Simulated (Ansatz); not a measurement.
# A correction line for MP2/def2-TZVPP: vertical ionisation energy

The vertical ionisation energy (cation less neutral) in eV of 8 molecular compounds of In: x at MP2/def2-TZVPP, y at CCSD(T)/def2-TZVPP. Shapes, held fixed at every level: PBE0-D4/def2-TZVP. Flexible molecules stand in one conformer, not always the lowest. Programs: Ansatz 0.2.0.

| molecule | x (eV) | y (eV) |
| --- | --- | --- |
| C2H8InNO (SMILES C[N](C)[InH][OH]) | 8.17 | 7.90 |
| C2H9InN2O (SMILES C[N](C)[In]([NH2])[OH]) | 8.23 | 7.96 |
| C5H13In (SMILES C[CH2][InH][CH](C)C) | 8.53 | 8.35 |
| C3H8Cl2InN (SMILES CC(C)[NH][In]([Cl])[Cl]) | 9.42 | 9.11 |
| C3H9InOS (SMILES C[CH](C)[In]([OH])[SH]) | 9.46 | 9.37 |
| C3H9InO (SMILES CC[O][InH][CH3]) | 9.65 | 9.26 |
| InH(SH)2 | 9.77 | ? |
| InH(CH3)(CN) | 10.95 | 10.71 |

Fit y = c + s·x to the known rows and predict y for InH(SH)2.


1. Means of the 7 rows: x = 9.2014, y = 8.951.
2. Σ(Δx)² = 5.8317, Σ(Δx·Δy) = 5.8077, so the slope is 5.8077/5.8317 = 0.99588.
3. Intercept: 8.951 − (0.99588) × 9.2014 = -0.212. The largest residual of the fit is 0.16.
4. InH(SH)2: -0.212 + 0.99588 × 9.77 = 9.52 eV.

CCSD(T)/def2-TZVPP gives 9.60 eV, so the prediction is off by -0.08 eV, within the largest residual. Uncorrected, MP2/def2-TZVPP misses it by +0.17 eV, and the other rows by 0.25 on average. The line overshoots: the miss goes from +0.17 to -0.08. Left out in turn, the other rows are missed by 0.09 eV on average, so much of the error is systematic among these molecules. Cations run unrestricted. For atoms past krypton def2 sets carry core potentials with scalar relativity. Outer-core shells of In are correlated, in sets that cover them unevenly.

MP2 places every ionisation energy above CCSD(T), and with a slope this close to one the fit is essentially a constant downward shift. What it can't capture is the dependence on where the electron leaves. The two thiolates have the smallest MP2 errors and the alkoxide the largest, probably because second-order theory overestimates the pair correlation lost from a compact oxygen 2p lone pair more than that from a diffuse sulfur 3p one. An average shift therefore overcorrects InH(SH)2. The same effect reverses an order: MP2 puts C3H9InO above C3H9InOS, CCSD(T) below it, and no line of positive slope can undo that.

The energies themselves follow the donor and its surroundings. The amides without chlorine ionise most easily, as expected for a high-lying nitrogen lone pair, while electron-withdrawing chloride and cyanide stabilise the occupied levels. The line thus serves for a typical offset, not for ranking compounds with close ionisation energies, and two sulfur compounds are too few to establish a separate correction for thiolates.
